Question

I am looking at a computed scan of ordered TiNi. A tetragonal cell is flattened or drawn out along its c axis while its volume stays the same.

TiNi in the CuAu (L1_0) structure, two-atom cell (a = 2.736, c = 3.581 Å, not relaxed at this level), strained along c at fixed volume, 13.40 Å³/atom. Ansatz 0.2.0, plane-wave PAW (PBE datasets), scalar-relativistic PBEsol, no spin polarisation, cutoff 420 eV, k mesh 20×20×14, Gaussian smearing 0.15 eV. Energies are free energies relative to the starting cell; pressure is positive in compression.

```
axial ratio (over its starting value)  energy change (meV/atom)  pressure (GPa)
                                 0.85                     -16.4           -4.11
                                 0.92                      -7.4           -5.04
                                  1.0                       0.0           -6.27
                                  1.1                      28.0           -7.24
                                  1.2                      98.2           -7.28
```

As I read it, the axial ratio is c/a divided by the c/a of the starting cell, so 1.0 is the start, where c/a is 1.31. The energy change is counted from there, and a negative pressure means that the crystal is under tension and would like to shrink.

In a two-atom cell like this one, c/a = 1 puts the atoms on the sites of a bcc lattice, and c/a = √2, about 1.41, puts them on the sites of an fcc lattice. I learned that the energy of a metal is level at both shapes. The row at 1.1 has c/a = 1.44, almost the fcc shape, yet the energy climbs straight through it. Why is there no level stretch? And does the gentle part of the curve around 0.92 point to a second phase?


Answer

A pure metal is cubic at the fcc shape, but ordered TiNi is not. In TiNi the sites may form an fcc lattice, but the atoms on them are stacked as alternating layers of Ti and Ni. The c axis runs across these layers and the a axes run within them, so the crystal can tell the directions apart even when the shape of the lattice can't.

Copper makes a good comparison. At c/a = √2 copper is truly cubic, and its stress must be the same along all three cube axes. A small change of shape at fixed volume then gains along one axis exactly what it loses along the others, and the energy is level. The same holds at c/a = 1, where copper would be bcc. The comparison tells us where the energy has to be level, but not whether such a point is a valley or a hilltop.

Now give the sites two kinds of atoms. At c/a = 1 each Ti sits at the centre of a cube of Ni, and each Ni at the centre of a cube of Ti. This is the B2 structure, which is still cubic, so its level point survives. At c/a = √2 the layers break the cubic symmetry, and the level point loses its guarantee. Ordered TiNi therefore has one level point fixed by symmetry on this path where copper has two.

The stresses of the same calculation show how far from level the curve is. Let P_a be the stress across the axis and P_c the stress along it, both positive in compression, and let Ω be the volume per atom. The work done in a small deformation is

dE = −Ω (2 P_a d ln a + P_c d ln c)

At fixed volume, a rise of ln(c/a) by one small unit lengthens ln c by two thirds of that unit and shortens ln a by one third. Putting this in gives

dE / d ln(c/a) = (2/3) Ω (P_a − P_c)

If the crystal pulls harder along c than across it, the bracket is positive and stretching costs energy. It does so in every row. Near the fcc shape, at 1.1, the difference is 9.53 GPa, and at 1.2 it is 19.74 GPa. With Ω = 13.40 Å³ and 1 GPa·Å³ = 6.24 meV, the two slopes are

at 1.1: (2/3) × 13.40 × 9.53 × 6.24 ≈ 531 meV per atom
at 1.2: (2/3) × 13.40 × 19.74 × 6.24 ≈ 1101 meV per atom

for each unit of ln(c/a). The first means that one per cent more in c/a costs about 5 meV per atom. Copper so close to its level point would show only a small slope.

The mean of the two slopes, times the length of the step, gives the energy of the last step:

½ (531 + 1101) × ln(1.2/1.1) ≈ 71 meV per atom

The energies in the table differ by 70.2 meV per atom. The estimate has no adjustable constant. Its largest relative error is between 0.92 and 1.0, where it comes out nearly a fifth too high. Stress and energy come from the same calculation, so their agreement confirms the slope and leaves its chemical cause open.

For that cause, look at which atoms touch. Each Ti has eight Ni neighbours in the adjacent layers and four Ti neighbours in its own layer, and the same holds for Ni with the names exchanged. The distance d between unlike neighbours follows from the cell edges:

d² = (a² + a² + c²) / 4

The volume fixes the product of the three terms in the bracket. A sum of three positive terms with a fixed product is smallest when all three are equal, which here means c = a. At a given volume, then, the Ti–Ni contacts are shortest exactly at B2, and every step of stretching beyond it makes them longer.

The four like contacts within a layer do the opposite. Between 1.0 and 1.2 the Ti–Ni distance grows by 0.08 Å, while the contacts within the layers shrink by 0.16 Å to 2.57 Å. That is roughly the spacing in nickel metal, but far below the spacing in titanium metal, which is about 2.9 Å. Stretching the cell thus pulls unlike atoms apart and crowds the large Ti atoms together.

Chemistry says that both changes should cost energy. Titanium has few d electrons and nickel has many, and such pairs of metals bind each other strongly, so a crystal of TiNi gains from close Ti–Ni contacts. In copper all twelve neighbours are equivalent at the fcc shape, and no kind of contact is favoured over another. The distances are plain geometry, but the calculation gives only energies and stresses of the whole cell. It doesn't prove this picture, nor does it tell us how much of the rise would come from weakened Ti–Ni bonds and how much from crowded Ti atoms.

The same reasoning would explain why the left side of the table is so much gentler. Going from 1.0 down to 0.85 shortens the Ti–Ni contacts by only 0.04 Å, because their length is close to its minimum and hardly changes there. The layers meanwhile relax, as their like contacts lengthen by 0.15 Å. Both changes should be favourable, but the second should bring less and less once the atoms are no longer crowded. The energy falls by 16.4 meV per atom on this side, against a rise of 98.2 on the other.

The fall hasn't ended at 0.85, where c/a is still 1.11 and the slope still points towards B2. B2 itself would be at an axial ratio of 0.764, outside the scan. Symmetry makes the energy level there, and the downhill run suggests that it is the valley of this path. That is an inference. B2 is the known high-temperature form of TiNi, which fits but doesn't prove it, because heat can hold a crystal in a shape that is no valley at zero temperature.

This brings us to your second question. A simple bowl-shaped curve would steepen all the way out of its valley, and this one doesn't. The slope is 136 meV per atom at 0.85, drops to 92 at 0.92, and has risen again to 117 at 1.0, each per unit of ln(c/a). It never reaches zero in these rows, so what you see is a shoulder on the hillside and not a second valley.

The shoulder is small. Had the average slope between 0.85 and 0.92 continued to 1.0, that step would have cost about 9.5 meV per atom instead of 7.4. It shows in the energies as well as in the stresses, and it remains when the electronic smearing is extrapolated to zero. Before building much on a feature of 2 meV, I would repeat these rows with a narrower smearing and a finer k mesh. Two other limits of the run could matter too: PBEsol was used with PAW datasets made for PBE, and without spin polarisation a magnetic state of lower energy would be missed in any row.

My guess is that the shoulder is what remains of an fcc-like valley. Close packing alone may favour a valley near √2, as it does in copper, while the layered order adds an uphill tilt. A weak tilt would move the valley to a smaller c/a, and a strong one would fill it until only a soft stretch is left. CuAu, the compound that gives this structure type its name, looks like the weak case: it has a real valley, at a c/a of roughly 1.3 in this two-atom cell.

Because the slope of TiNi is so gentle around the shoulder, the fixed volume could change the picture. All rows are under tension, but the starting cell more so than the flattest one, at −6.27 against −4.11 GPa. If each cell could shrink to its preferred volume, the starting cell would probably gain more, and the fall on the left would shrink by some meV per atom. A shallow second valley at relaxed volume therefore can't be excluded. Repeating the three left-hand rows, and a few points between them, with c/a held and the volume free would settle it.

The pressure column also holds a trap. Between 1.1 and 1.2 the pressure hardly moves, from −7.24 to −7.28 GPa, just where the energy rises most. Pressure is the average over the three axes, and two large changes cancel in it: the crystal pulls much harder along c and much less across it. A steady pressure shows that the wish to shrink is steady, while the wish to change shape has doubled.

For practical use, don't treat the row at 1.0 as an equilibrium structure. It is only the cell from which the scan began, and it sits on a slope, so a parabola centred there would give a false stiffness. Nor is the rise to 98.2 meV per atom a barrier for the shape-memory transformation. The martensite of TiNi is monoclinic, and it forms by shears and small shifts of atoms that this tetragonal path doesn't allow.

To guess the curve of another ordered alloy, colour the atoms by element and ask at which shapes the coloured crystal is still cubic. Only there does symmetry force the energy to be level. Then see which contacts become shorter as you move away. If they join atoms that bind poorly or are too large for the space, that pushes the energy up, however familiar the shape of the lattice may look. Other gains, such as close packing, may still outweigh it, as the valley of CuAu suggests.
